Notes: choosing a grid for the Langreth–Mehl term, Mg K shell (hartree atomic units)

Langreth–Mehl (1983): I model the RPA gradient correlation spectrum as (2√3/ks)exp(−2√3k/ks), total weight 2a, ks² = 4(3π²n)^(1/3)/π, and drop k < kc = f|∇n|/n. The fraction exp(−F) survives, F = 2√3kc/ks = (9π)^(1/6) f|∇n|/n^(7/6). With the exchange piece −7/9,
ΔExc = a∫|∇n|² n^(−4/3)[2exp(−F) − 7/9]d³r, a = π/(16(3π²)^(4/3)) = 2.144×10⁻³.
The k integral is closed, so my work unit W is one evaluation of exp(−F). The free setting is the grid.

Model. 1s² density n = (2λ³/π)exp(−2λr), variational λ = 12 − 5/16 = 11.6875, assumed f = 0.15. With x = λr/3 the correlation part is QJ:
Q = 18λ(4/(3π⁴))^(1/3) = 50.324 Ha, J = ∫₀^∞ x²g dx, g = exp(−4x − z·eˣ), z = 2f√λ(9π²/2)^(1/6) = 1.930 (1.93 used below).

Exact J. With t = eˣ, J = ∂²Eₛ(z)/∂s² at s = 5, where Eₛ = ∫₁^∞ t^(−s)e^(−zt)dt = z^(s−1)Γ(1−s) + Σₘ(−z)ᵐ/(m!(s−1−m)). The m = 4 pole cancels that of Γ:
J = Σ_{m≠4} 2(−z)ᵐ/(m!(4−m)³) − (z⁴/72)(p₁³ + 3p₁p₂ + 2p₃),
p₁ = ln z − ψ(5), p₂ = π²/6 + 205/144, p₃ = ζ(3) − 2035/1728.
J = 1.002668×10⁻³, QJ = 50.458 mHa, against Q/32 = 1.573 Ha without cutoff. A polynomial cannot replace exp(−F): the F⁴ moment diverges.

All grids end at x = 2 (0.513 bohr, tail below 10⁻⁸ Ha), h = 2/N. Write g = Σcₖxᵏ, c₁ = −(4+z)e^(−z).

T, radial trapezoid, points h…Nh. W = N, memory 2N (n, n′). By Euler–Maclaurin each cₖ leaves cₖh^(k+3)ζ(−k−2), zero for even k: T − J = c₁h⁴/120 − c₃h⁶/252 + …, times Q: −0.361h⁴ + 0.851h⁶ Ha. Error ∝ W⁻⁴, set by the cusp.

E, T minus c₁h⁴/120. One more evaluation, at the nucleus (a tabulated density needs n, n′, n″ there): W = N+1, memory still about 2N, error ∝ W⁻⁶.

C, cubic grid, nucleus on a node, (h³/4π)Σg. W = (2N+1)³, memory 4W (n, ∇n). Poisson summation with |x| → −8π/k⁴ gives C − J = −c₁h⁴S/(8π⁴) at leading order, S = Σ′|m|⁻⁴ = 16.53 over nonzero integer triples, or 0.919h⁴ Ha. Error ∝ W^(−4/3).

Error in QJ, mHa (W in brackets):

N | T | E | C
4 | −12.7 (4) | 9.9 (5) | 48 (729)
5 | −6.37 (5) | 2.87 (6) | 21.0 (1331)
10 | −0.526 (10) | 0.052 (11) | 1.43 (9261)
20 | −0.035 (20) | 0.00084 (21) | 0.091 (68921)

Cheapest, scanning all N:
10 mHa: T and E tie at W = 5; I take T, more accurate and simpler.
0.1 mHa: E with 10, T needs 16, C 68921.
0.01 mHa: E with 15, T needs 28.

Best in budget:
W = 5: T (−6.37 against 9.9).
W = 6: E (2.87 against −3.44).
W = 11: E (0.052 against −0.365).
C never wins here; its cost is the price of handling non-spherical densities.

These numbers are the model's: the L and M shells are absent, and reaching an assumed 10 bohr at the same spacing multiplies N by 19. The functional's own error is also larger than any entry. Exact exchange of this density is minus half its Hartree energy, −5λ/8 = −7.305 Ha; LDA gives −6.265 and the −7/9 term −0.612, leaving 0.428 Ha. Refining beyond E with W = 10 serves only to compare implementations.